The molecule is a saturated chain in which an isobutyl group is joined through SiH₂ to a carbon that carries two silyl groups. Its conformers differ by turns about single bonds. The three listed torsions describe them only in part, because the chain forks at both ends and the torsions follow one branch of each fork. Two energies set the scale. The thermal energy $RT$ at room temperature is about 0.6 kcal/mol, and a change of 0.5 kcal/mol alters the ratio of two weights by a factor of about 2.3.

Conformers of CC(C)C[SiH2]C([SiH3])[SiH3] without solvent: PBE0-D3(BJ)/6-31G(d) energies (PySCF 2.14.0) at GFN2-xTB geometries (tblite 0.8.0). Free energies and weights at 298.15 K include GFN2-xTB quasi-harmonic terms and symmetry numbers; a mirror pair is one row, its weight holding both. Torsions: C1-C2-C4-Si5, C2-C4-Si5-C6, C4-Si5-C6-Si7, atoms in SMILES order.

| number | torsions in degrees | point group | mirror pair | GFN2-xTB energy above its lowest (kcal/mol) | DFT energy above the lowest (kcal/mol) | free energy above the lowest (kcal/mol) | weight (%) | dipole (D) |
| --- | --- | --- | --- | --- | --- | --- | --- | --- |
| 1 | (64,48,56) | C1 | yes | 0.290 | 0.000 | 0.000 | 36.80 | 1.140 |
| 2 | (63,160,-68) | C1 | yes | 0.000 | 0.500 | 0.210 | 25.60 | 0.380 |
| 3 | (-175,163,-178) | C1 | yes | 0.530 | 0.720 | 0.400 | 18.70 | 1.140 |
| 4 | (63,160,171) | C1 | yes | 0.690 | 0.990 | 0.550 | 14.60 | 1.110 |
| 5 | (62,180,65) | Cs | no | 0.270 | 1.130 | 1.280 | 4.30 | 0.470 |

**1. Which conformer is lowest, and does it dominate?**

Conformer 1 is lowest both in DFT energy and in free energy, but it holds only 37% of the weight. The reason is that three of its four competitors lie within one $RT$ of it in free energy. The weight $w_i$ of conformer $i$ follows from its free energy $G_i$ above the lowest:

$$w_i=\frac{e^{-G_i/RT}}{\sum_j e^{-G_j/RT}}$$

For conformer 2, $G/RT = 0.21/0.59 \approx 0.36$, and $e^{-0.36}\approx 0.70$. It should therefore hold about seven tenths of the weight of conformer 1, or 26%, as the table has it. The formula has no adjustable constant and reproduces all five weights. This confirms only that the columns belong together, because the weights were made with the same law.

**2. Why can a gauche chain be the lowest?**

In conformer 1 the C-C-Si-C torsion is 48°, a gauche arrangement that folds the chain back on itself. In the other four it lies between 160° and 180°, so the chain is stretched there. In an ordinary alkane such a fold costs somewhat less than 1 kcal/mol, because it pushes the ends of the four-atom chain together. Here two of the three bonds along the torsion are Si-C bonds, roughly 1.9 Å long against 1.5 Å for C-C, and the ends stay further apart. This should make the fold cheap, but less crowding alone cannot put it below the stretched chain. For that an attraction between the groups or a gain in the other torsions is needed, unless the order is an error of the method; question 6 returns to this.

The argument from bond lengths also suggests what a change of element would do. With carbon in place of the central silicon, the folded shape would be more crowded and should lose ground to the stretched ones. The table does not test the argument, since it holds no carbon compound. Nor are its energy gaps simply the price of a gauche turn. Conformers 2 to 4 differ from conformer 1 in other torsions too. Conformer 5 differs mainly in the middle one, at least among those listed, but its gap to conformer 1 is near zero in GFN2-xTB and above 1 kcal/mol in DFT.

**3. Why does conformer 5 hold so little weight?**

It has the highest DFT energy of the five, and it is also counted only once. Conformer 5 has a mirror plane and is identical with its mirror image. Each of the others is chiral and stands for two structures of equal energy. Two structures in place of one are worth $RT\ln 2$, about 0.4 kcal/mol, and this term is already contained in the free energies of the table. If conformer 5 had a mirror partner at the same energy, its weight would be about 8% instead of 4%. A symmetric shape thus loses half of its weight by counting alone.

**4. How evenly is the population spread?**

With mirror images counted, the five rows stand for nine structures. Their mixing entropy is 4.2 cal/(mol K), close to the 4.4 cal/(mol K) that nine equally populated structures would have. The kept set behaves as if it had about eight equally likely shapes; the conformers left out would change this number. The 37% of conformer 1 is therefore a mild preference, shared between a left-handed and a right-handed form.

**5. Why is the lead smaller in free energy than in energy?**

Conformer 1 leads conformer 2 by 0.50 kcal/mol in DFT energy but by only 0.21 kcal/mol in free energy. The difference comes from the vibrational and rotational terms. Once the mirror count is taken out, these terms favour all four stretched conformers over conformer 1, by 0.3 to 0.4 kcal/mol. Without them conformer 1 would hold half of the weight.

A physical reason is easy to name. In a folded chain the groups hinder each other's slow twisting motions, the soft vibrations become stiffer, and entropy is lost. The numbers fit this picture, although the quasi-harmonic treatment damps the modes below 100 cm⁻¹ and so hides part of any such stiffening. They also fit an artefact. At least one conformer of the set keeps an imaginary mode, so its geometry is not confirmed as a true minimum. If that is conformer 1, and the mode was left out of the thermal sum, a contribution of about −0.4 kcal/mol would be lost for a soft mode near 100 cm⁻¹. That is as large as the whole effect, so the stiffness of the folded chain remains a plausible reading and no more. All structures of the search are also flagged as loose, which makes the thermal terms less certain than their printed digits.

**6. Why do the two methods disagree about the lowest conformer?**

GFN2-xTB, the cheaper method that also supplied the geometries, places conformer 2 lowest and conformer 1 0.29 kcal/mol above it. DFT reverses this order. Relative to conformer 1, the change of method raises each of the other four, by between 0.5 and 1.2 kcal/mol. Conformers 1 and 5 are practically level in GFN2-xTB and more than 1 kcal/mol apart in DFT.

The change thus favours the one folded shape over every stretched one. GFN2-xTB may misjudge the energy of turning about the Si-C bond, and two further causes would act in the same direction. The DFT calculation may describe a real attraction between groups that the fold brings close, and describe it as stronger than GFN2-xTB does. Or the modest basis set may be at work: atoms in a compact shape can borrow basis functions from their neighbours, which lowers the energy artificially. This is the basis-set superposition error within a molecule, and the present energies do not separate it from true attraction. The fold is also not the whole story, because the stretched conformers shift against one another by up to 0.7 kcal/mol.

**7. Would a polar solvent change the order?**

The dipoles form two groups, near 0.4 D for conformers 2 and 5 and near 1.1 D for the other three. A dipole is the vector sum of the polar bonds, so it depends on how the silyl groups point and need not follow the energy. Conformers 1 and 3 have the same dipole although their DFT energies differ by 0.7 kcal/mol.

A polar solvent stabilises a fixed dipole $\mu$ in a spherical cavity of radius $a$ by at most about $\mu^2/2a^3$ (in Gaussian units). For a cavity a little over 4 Å in radius, a rough size for this molecule, conformer 1 gains on conformer 2 by something like a tenth of a kcal/mol. By this term alone the order would stay as it is: the lead of conformer 1 over conformer 2 widens slightly, and conformers 3 and 4 come closer to conformer 2. The term is weak because the dipoles are small and enter as their square. A polar solvent also responds to the finer pattern of charge along the Si-H and Si-C bonds, which the estimate leaves out and which may matter as much when the dipoles are this small.

**8. Which digits can be trusted?**

The second decimal of the energies is at the level of the numerical noise, and the error of the method is larger. A shift of conformer 1 by 0.5 kcal/mol, about the smallest change between the two methods, would move its weight to 20% in one direction and 57% in the other. With GFN2-xTB energies and the same thermal terms, conformer 2 would lead with 40% and conformer 1 would fall to 15%. The printed output of the analysis, which follows this section, lists the weights with GFN2-xTB energies for every conformer.

The percentages also refer to a selection. Five of eleven conformers found were kept, and they cover 77% of the weight in GFN2-xTB. Since DFT moves single conformers by up to about 1 kcal/mol, one of those left out could prove important, and conformer 1 is the lowest only among the five.

What survives is the statement that several shapes coexist, each with a weight of some tens of percent or less. Which of the five comes first depends on whether the DFT advantage of the folded chain is real. Single-point energies of the same five geometries in a much larger basis set would help to decide: if the lead of conformer 1 shrinks there, the small basis set is at least partly to blame for it.

Numerical output:

```
Parts of the free energy relative to row 1 in kcal/mol:
  row  free energy less DFT energy  same without mirror count  rise from GFN2-xTB to DFT
    1                            0                          0                          0
    2                        -0.29                      -0.29                       0.79
    3                        -0.32                      -0.32                       0.48
    4                        -0.44                      -0.44                       0.59
    5                         0.15                    -0.2607                       1.15
Weights in percent:
  row  recomputed from free energy  DFT energy and mirror count only  GFN2-xTB energy with same thermal terms
    1                        36.75                             50.28                                    14.97
    2                        25.78                             21.62                                    39.85
    3                        18.71                             14.91                                    17.14
    4                        14.52                             9.456                                    16.02
    5                        4.236                             3.733                                    12.02
RT at 298.15 K in kcal/mol: 0.5925
Mirror-image term RT ln 2 in kcal/mol: 0.4107
Weight of row 5 if it had a mirror partner in percent: 8.128
Weight ratio of row 1 to row 2: 1.437
Factor in a weight ratio for 0.5 kcal/mol: 2.325
Weight of row 1 if raised by 0.5 kcal/mol in percent: 19.99
Weight of row 1 if lowered by 0.5 kcal/mol in percent: 57.47
Mixing entropy from the weights with mirror images in cal/(mol K): 4.193
Part of it from mirror images in cal/(mol K): 1.318
Limit for nine equally populated structures in cal/(mol K): 4.366
Harmonic free energy of one mode at 100 cm-1 in kcal/mol: -0.426
Rough solvent gain of row 1 over row 2 in kcal/mol: 0.1046
```
